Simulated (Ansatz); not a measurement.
## Zr₃Cu: energy above lowest point against volume scale

All results are calculated (Ansatz 0.2.0). Free energy against uniform scaling of the volume at fixed shape and fractions; periodic cell, basis, potentials, k mesh and filling as listed.

The cell before it is scaled or strained (space group Pm-3m, No. 221):
```
cell vectors (Å)
   4.3115     0.0000     0.0000
   0.0000     4.3115     0.0000
   0.0000     0.0000     4.3115
atoms (fractions of the cell vectors)
Zr  0.50000  0.50000  0.00000
Zr  0.50000  0.00000  0.50000
Zr  0.00000  0.50000  0.50000
Cu  0.00000  0.00000  0.00000
```

Settings of every row: functional PBEsol; dispersion none; potentials PAW; wave cutoff 470 eV; density cutoff 1880 eV; k mesh 6x6x6; k shift 0x0x0; occupations fermi dirac; smearing width 0.1 eV; spin none.

Limits: coarse k mesh, up to 40 meV an atom off; the cell comes from a prototype or a list of computed structures and needn't be the stable phase.

```csv
row,volume scale,V (Å³/atom),energy above lowest point (meV/atom)
1,0.94,18.834,2.2
2,0.96,19.235,0
3,0.98,19.636,3.2
4,1,20.037,11.4
5,1.02,20.437,?
6,1.04,20.838,40.8
7,1.06,21.239,61.3
```

Question: what energy above lowest point should row 5 give?

Worked fit of energy above lowest point. Take u = (V_r/V)^(2/3) − 1 with V_r = 19.837 Å³ an atom, which is twice the finite (Eulerian) strain; such expansions in the strain, on which the Birch-Murnaghan equation of state is built, carry the rest volume and the bulk modulus. The shown rows have u = 0.0352, 0.02076, 0.00681, -0.00667, -0.03229, -0.04451. Least squares give energy above lowest point = 6.72 − 608.4 × u + 13744 × u² − 3064 × u³ meV/atom; a parabola predicts inner rows, each left out in turn, worse (root mean square 0.058 against 0.02 meV/atom). All shown rows lie on it to the printed digit. Its lowest point lies at u = 0.0223, or V = 19.19 Å³ an atom, and the curvature there gives the bulk modulus at fixed shape and fractions, B = (4/9)(1 + u)² E″(u)/V = 105 GPa. The withheld row has u = -0.01967, so the fit gives 6.72 − 608.4 × (-0.01967) + 13744 × (-0.01967)² − 3064 × (-0.01967)³ = 24.0 meV/atom.

The calculation gave 24.1 meV/atom. The fit lies 0.1 meV/atom (0.16 % of the column's range) below it, one unit of the last digit.
